## The kernel and its conventions

A three-range hybrid splits the Coulomb repulsion of two electrons a distance $r$ apart into three pieces, with $\omega_S>\omega_L$:

$$\frac1r=\frac{\operatorname{erfc}(\omega_S r)}{r}+\frac{\operatorname{erfc}(\omega_L r)-\operatorname{erfc}(\omega_S r)}{r}+\frac{\operatorname{erf}(\omega_L r)}{r}.$$

A middle-range hybrid, such as HISS (Henderson, Izmaylov, Scuseria and Savin, 2007), mixes exact exchange into the second piece only:

$$E_{xc}=E_{xc}^{\rm sl}+c\,\big(E_x^{\rm HF,MR}-E_x^{\rm sl,MR}\big),$$

where sl means semilocal. Formulas are in Hartree atomic units. Numbers are converted to Å and eV with 1 bohr = 0.5292 Å and 1 hartree = 27.21 eV. Write the middle kernel as $w(r)=g(r)/r$ with

$$g(r)=\operatorname{erf}(\omega_S r)-\operatorname{erf}(\omega_L r)=\frac{2r}{\sqrt\pi}\int_{\omega_L}^{\omega_S}e^{-\omega^2r^2}\,d\omega .$$

The product $f(r)=c\,g(r)$ is the share of the exchange interaction treated exactly at electron separation $r$. It depends on that separation and not on position in the material.

Typical inputs: $c=0.6$, $\omega_S=0.84$ bohr$^{-1}$ and $\omega_L=0.20$ bohr$^{-1}$ for the middle-range hybrid; $c_H=0.25$ and $\omega_H=0.11$ bohr$^{-1}$ for the screened hybrid HSE06, whose share is $c_H\operatorname{erfc}(\omega_H r)$. The three range parameters equal 1.587, 0.378 and 0.208 Å$^{-1}$.

## Dimensional analysis

Each $\omega$ is an inverse length. Hence $g$ depends only on $\omega_L r$ and on the ratio $\lambda=\omega_S/\omega_L$, here 4.2. Scaling both $\omega$ by one factor shrinks every length by that factor and leaves the peak height of $g$ unchanged. The constant $c$ multiplies everything, and at fixed orbitals the energy is linear in it. The crossover lengths are $1/\omega_S=0.63$ Å and $1/\omega_L=2.65$ Å.

## Regimes in distance

**Short, $r\ll1/\omega_S$.** Expanding the Gaussian under the integral gives

$$w(r)=\frac{2(\omega_S-\omega_L)}{\sqrt\pi}\Big[1-\tfrac13(\omega_S^2+\omega_S\omega_L+\omega_L^2)\,r^2+\dots\Big].$$

The kernel is finite at the origin, 19.65 eV here, so $f$ vanishes linearly in $r$. The correction term reaches 10 % at 0.30 Å.

**Long, $r\gg1/\omega_L$.** Only $\operatorname{erfc}(\omega_L r)$ survives:

$$g\simeq\frac{e^{-\omega_L^2r^2}}{\sqrt\pi\,\omega_L r}\Big[1-\frac{1}{2\omega_L^2r^2}+\dots\Big].$$

**Between.** For $1/\omega_S\ll r\ll1/\omega_L$, $g\simeq1-2\omega_Lr/\sqrt\pi-e^{-\omega_S^2r^2}/(\sqrt\pi\,\omega_Sr)$. Such a window exists only at large $\lambda$.

**Peak.** Setting $g'=0$ gives $\omega_Se^{-\omega_S^2r^2}=\omega_Le^{-\omega_L^2r^2}$, so

$$r_*^2=\frac{\ln(\omega_S/\omega_L)}{\omega_S^2-\omega_L^2}.$$

Here $r_*=0.777$ Å, $g_*=0.597$ and $f_*=0.358$. The nominal $c=0.6$ is never reached.

## Regimes in the range parameters

**Narrow window, $\lambda\to1$.** Let $\bar\omega=(\omega_S+\omega_L)/2$, $\Delta=\omega_S-\omega_L$ and $\epsilon=\Delta/2\bar\omega$. Expanding the integrand about $\bar\omega$ gives

$$g=\frac{2\Delta\,r}{\sqrt\pi}e^{-\bar\omega^2r^2}\Big[1+\frac{\Delta^2r^2}{12}(2\bar\omega^2r^2-1)+\dots\Big].$$

Since $\ln\lambda=2\operatorname{artanh}\epsilon$ and $\omega_S^2-\omega_L^2=4\bar\omega^2\epsilon$, the peak obeys $r_*^2=\operatorname{artanh}\epsilon/(2\bar\omega^2\epsilon)$, or $r_*\simeq(1+\epsilon^2/6)/(\sqrt2\,\bar\omega)$. The leading height is $\sqrt{2/\pi e}\,\Delta/\bar\omega=0.484\,\Delta/\bar\omega$. To this order $c$ and $\Delta$ enter only as the product $c\Delta$. With $\epsilon=0.615$ the position is 0.720 Å at leading order and 0.765 Å with the correction. The height estimate is 0.596, close to 0.597 because the bracketed correction vanishes at $r=1/(\sqrt2\,\bar\omega)$.

**Wide window, $\lambda\gg1$.** Now $r_*\simeq\sqrt{\ln\lambda}\,(1+1/2\lambda^2)/\omega_S$ and

$$g_*\simeq\operatorname{erf}\sqrt{\ln\lambda}-\frac{2\sqrt{\ln\lambda}}{\sqrt\pi\,\lambda}.$$

This gives 0.588 at $\lambda=4.2$. The approach to unity is slow: $g_*=0.9$ needs $\lambda\approx23$. Both expansions hold the height to within 0.01 at $\lambda=4.2$, so this ratio lies where they overlap.

The wide limit can be reached in two ways.

- For $\omega_S\to\infty$, $w\to\operatorname{erfc}(\omega_Lr)/r$, a screened hybrid of the HSE form. The removed core has volume integral $\pi/\omega_S^2$, a fraction $1/\lambda^2=0.057$ of the volume integral $\pi/\omega_L^2$ of the screened kernel.
- For $\omega_L\to0$, $w\to\operatorname{erf}(\omega_Sr)/r$, a long-range-corrected hybrid, minus $\kappa(1-\omega_L^2r^2/3+\dots)$ with $\kappa=2\omega_L/\sqrt\pi$. A constant kernel $\kappa$ gives a determinant of $N$ electrons the exchange energy $-\kappa N/2$ at any geometry, so it drops out of the exact-exchange part of a barrier. Its exchange operator is $-\kappa$ times the projector on occupied orbitals. Removing it raises occupied levels against empty ones by $c\kappa$, 3.7 eV here, for a system much smaller than $1/\omega_L$.

## Regimes in wave vector

With $\hat w(q)=\int w(r)\,e^{-i\mathbf q\cdot\mathbf r}d^3r$, note that $\operatorname{erf}(\omega r)/r$ is the potential of a unit charge spread as $e^{-\omega^2r^2}$. Its transform is $4\pi/q^2$ times the form factor $e^{-q^2/4\omega^2}$. Therefore

$$\hat w(q)=\frac{4\pi}{q^2}h(q),\qquad h(q)=e^{-q^2/4\omega_S^2}-e^{-q^2/4\omega_L^2}.$$

For $q\ll2\omega_L=0.76$ Å$^{-1}$,

$$\hat w=\pi\Big(\frac1{\omega_L^2}-\frac1{\omega_S^2}\Big)\Big[1-\frac{q^2}{8}\Big(\frac1{\omega_L^2}+\frac1{\omega_S^2}\Big)+\dots\Big].$$

There is no $1/q^2$ divergence to treat in a Brillouin-zone sum. Here $\hat w(0)=299$ eV Å$^3$ and $c\,\hat w(0)=179$ eV Å$^3$, against $c_H\pi/\omega_H^2=262$ eV Å$^3$ for HSE06. The correction term reaches 10 % at 0.33 Å$^{-1}$.

Beyond $2\omega_S=3.17$ Å$^{-1}$, $h$ dies as a Gaussian. It falls to 1 % at 6.8 Å$^{-1}$, a plane-wave kinetic energy of 177 eV, whereas the screened kernel keeps a $1/q^2$ tail. Setting $h'=0$ gives

$$q_*=2\sqrt2\,\omega_S\omega_L\,r_*,\qquad h_*=\lambda^{-2/(\lambda^2-1)}\,(1-\lambda^{-2}),$$

that is $q_*=1.32$ Å$^{-1}$, $h_*=0.794$ and $c\,h_*=0.476$. This exceeds $f_*$ without contradiction, because $h$ and $g$ are not a Fourier pair; only $\hat w$ and $w$ are.

## Numbers: H + H$_2$ beside silicon

The exchange H + H$_2\to$ H$_2$ + H is the simplest hydrogen abstraction. Its saddle point is linear and symmetric. Typical inputs: H$_2$ bond 0.74 Å, neighbouring H–H distance at the saddle 0.93 Å, silicon lattice constant $a=5.43$ Å. The end-to-end distance is then $D=1.86$ Å, and the silicon shells lie at $\sqrt3a/4$ and $a/\sqrt2$.

| Distance | $r$ (Å) | $f(r)$ | HSE06 share |
|---|---|---|---|
| H$_2$ bond | 0.74 | 0.357 | 0.207 |
| saddle, neighbours | 0.93 | 0.349 | 0.196 |
| saddle, ends | 1.86 | 0.192 | 0.146 |
| Si first shell | 2.35 | 0.125 | 0.122 |
| Si second shell | 3.84 | 0.024 | 0.065 |

The middle-range share exceeds the HSE06 share between 0.31 and 2.39 Å. That interval covers every H–H distance and ends near the Si–Si bond length.

Neither end expansion serves at the saddle. At 0.93 Å the short-range correction term is 0.94, and at 1.86 Å the long-range one is 1.01. At 0.93 Å, $g=0.619-0.037$, so the $\omega_S$ term is already minor. At $D$ the correction $\omega_L^2D^2/3$ to the constant $\kappa$ is 0.16, so the level shift above is only a rough size for H$_3$.

In silicon the shortest reciprocal vector is $2\pi\sqrt3/a=2.00$ Å$^{-1}$, where $c\,h=0.40$ against 0.25 for the HSE06 factor $c_H(1-e^{-q^2/4\omega_H^2})$. One step of an $8\times8\times8$ mesh along it is 0.25 Å$^{-1}$, where the factors are 0.06 and 0.08. Both vanish as $q^2$, so neither kernel has the $1/(\varepsilon_\infty r)$ tail of the screened interaction in a dielectric.

## Orbital size rivals the window

The table inserts nuclear distances for $r$, but electrons are spread over about an ångström. Model each hydrogen orbital as $e^{-\zeta r^2}$. Its energy $3\zeta/2-2\sqrt{2\zeta/\pi}$ is least at $\zeta=8/9\pi=0.283$ bohr$^{-2}$. Each density has form factor $e^{-q^2/8\zeta}$. Multiplying two of these into the transform turns $\operatorname{erf}(\omega r)/r$ into $\operatorname{erf}(\mu d)/d$ for centres $d$ apart, with

$$\frac1{\mu^2}=\frac1\zeta+\frac1{\omega^2}.$$

This gives $\mu_S=0.449$ and $\mu_L=0.187$ bohr$^{-1}$, and $\mu_0=\sqrt\zeta=0.532$ bohr$^{-1}$ for the full Coulomb kernel. The parameter $\omega_S$ is nearly halved while $\omega_L$ barely moves. The smeared share $c\,[\operatorname{erf}(\mu_Sd)-\operatorname{erf}(\mu_Ld)]/\operatorname{erf}(\mu_0d)$ is 0.296 at $d=0$, 0.278 at 0.93 Å and 0.198 at 1.86 Å. The hole at the origin is filled and the peak is flattened. As a gauge of the orbital, its on-site repulsion $2\mu_0/\sqrt\pi=0.600$ hartree lies 4 % below the exact 1s value $5/8$.

The singly occupied orbital at the saddle has a node on the central atom. Model it as $\phi=(A-C)/\sqrt{2(1-S)}$ on the end atoms, with overlap $S=e^{-\zeta D^2/2}=0.17$. The product $AC$ is $S$ times the same normalised Gaussian density at the midpoint. With $V(d)$ the smeared interaction for any kernel, the self-repulsion integral is

$$K=\frac{(1+2S^2)\,V(0)+V(D)-4S\,V(D/2)}{2(1-S)^2},$$

and the self-exchange energy is $-K/2$. The model's $K$ is 11.9 eV for the full Coulomb kernel. The weighted middle-range part is 3.1 eV, a share of 0.26. The weighted HSE06 part is 2.2 eV, a share of 0.18. These are the model's numbers for one frozen orbital. They state how much of its self-repulsion exact exchange cancels. A barrier height needs more: the difference $E_x^{\rm HF,MR}-E_x^{\rm sl,MR}$ over all three electrons, at the saddle and at the separated reactants.